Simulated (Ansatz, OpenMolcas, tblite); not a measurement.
# A ladder of methods for C2H4AlFO (SMILES C=C[O][AlH][F])

The species is C2H4AlFO (9 atoms), meant as a singlet with charge 0. As SMILES, `C=C[O][AlH][F]`. The shape is that of a PBE0-D4/def2-TZVP optimisation. This is one conformer, not always the lowest.

Each level gives the vertical ionisation energy (to the doublet cation) (eV). The values are calculated.

```tsv
level	kind	program	value (eV)	CPU time (all runs)
GFN1-xTB	semi-empirical	tblite	14.90	under 2 s
revPBE/def2-SVP	GGA	OpenMolcas	9.08	1.9 min
TPSS/def2-SVP	meta-GGA	OpenMolcas	9.08	2.2 min
PBE0/def2-SVP	global hybrid	Ansatz	9.22	23 s
wB97M-V/def2-SVP	range-separated hybrid	Ansatz	9.23	4.3 min
B2PLYP/def2-SVP	double hybrid	Ansatz	9.16	39 s
RPA@PBE/def2-SVP	RPA	Ansatz	9.15	47 s
MP2/def2-SVP	perturbation theory	Ansatz	9.22	9.9 s
BCCD(T)/def2-SVP	coupled cluster or CI	Ansatz	9.16	3.4 min
```

The values span 9.08 to 14.90 eV. The xTB values lack the empirical shift that such differences need. CPU times are rough (shared hosts, several kinds of processor and program).

Apart from GFN1-xTB, the methods agree closely on the ionisation energy. The two semilocal functionals give the lowest value, 9.08 eV, while PBE0, wB97M-V and MP2 lie slightly above the coupled-cluster result of 9.16 eV. B2PLYP matches that result and RPA nearly does, so neither exact exchange nor a correlated treatment changes the picture much.

The electron probably leaves the enolate-type π orbital, which has C=C bonding character mixed out of phase with an oxygen lone pair. This mixing raises the level above that of an unsubstituted alkene and makes ionisation easier. The strongly polar Al–O bond leaves oxygen electron-rich and should reinforce the effect, whereas donation from oxygen into the formally empty aluminium p orbital works against it. The energies alone cannot separate these two influences.

Removing one electron from such a compact π system leaves a cation with probably little static correlation, consistent with the narrow spread. Because all these methods share one small basis set, their agreement does not establish the basis-set limit.
